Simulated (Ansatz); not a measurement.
## Ionic part of the dielectric constant of BP at 6 GPa, mode by mode

All numbers below come from DFT LDA, scalar-relativistic, plane waves, PAW (Ansatz 0.2.0). Cutoff 420 eV, 10×10×10 k-points (Γ-centred), fixed occupations. No spin polarisation. Phonons by linear response, acoustic sum rule imposed.

It takes space group F-43m (No. 216, cubic). The conventional cell has a = 4.443 Å, b = 4.443 Å, c = 4.443 Å, α = 90.00°, β = 90.00°, γ = 90.00°. Around B (site symmetry -43m) lie 4 P at 1.92 Å. Around P (site symmetry -43m) lie 4 B at 1.92 Å.

The primitive cell has V = 21.92 Å³ and ε∞,xx = 9.170. Each polar mode adds Δε = (4.92064×10⁷/V)·S/ν² along x, with S its oscillator strength in e²/amu, ν in cm⁻¹ and V in Å³.

Problem. From these modes, find each Δε and ε0,xx.
| ν (cm⁻¹) | S_xx (e²/amu) |
| --- | --- |
| 847.7 | 0.06924 |

Solution.
```json
{"ν (cm⁻¹)": "847.7", "Δε": "0.22"}
```

The sum is 0.216, so ε0,xx = 9.39; the run's tensor has 9.39.

Problem. Where do the longitudinal modes lie for a wave vector along x?

Solution. At 858 cm⁻¹. The Lyddane–Sachs–Teller product Π(ν_LO/ν_TO)² = 1.02 matches ε0/ε∞ = 1.02.

Cost: 1 run of about 0.21 core-minutes, on Intel Xeon 6975P-C (Granite Rapids) (shared hosts).

The static dielectric response of BP at this pressure is almost entirely electronic: the lattice adds only 0.22 to an ε∞ of 9.170. Boron and phosphorus differ little in electronegativity, and their sp³ bonds are strongly covalent, so displacing the two sublattices against each other creates only a modest dipole. The stiff bonds and the light boron atom also place the transverse mode at 847.7 cm⁻¹, and because the contribution falls with the square of the frequency, even this modest oscillator strength is further suppressed.

The same weak polarity explains why the longitudinal mode lies only slightly higher, at 858 cm⁻¹. The macroscopic field that separates the two branches arises from a small dynamical charge and is then strongly screened by the valence electrons. The local functional probably overestimates this electronic screening, which would make the splitting somewhat too small, but the predominance of the electronic part should survive such an error. A single pressure doesn't show whether compression strengthens or weakens the bond's polarity.
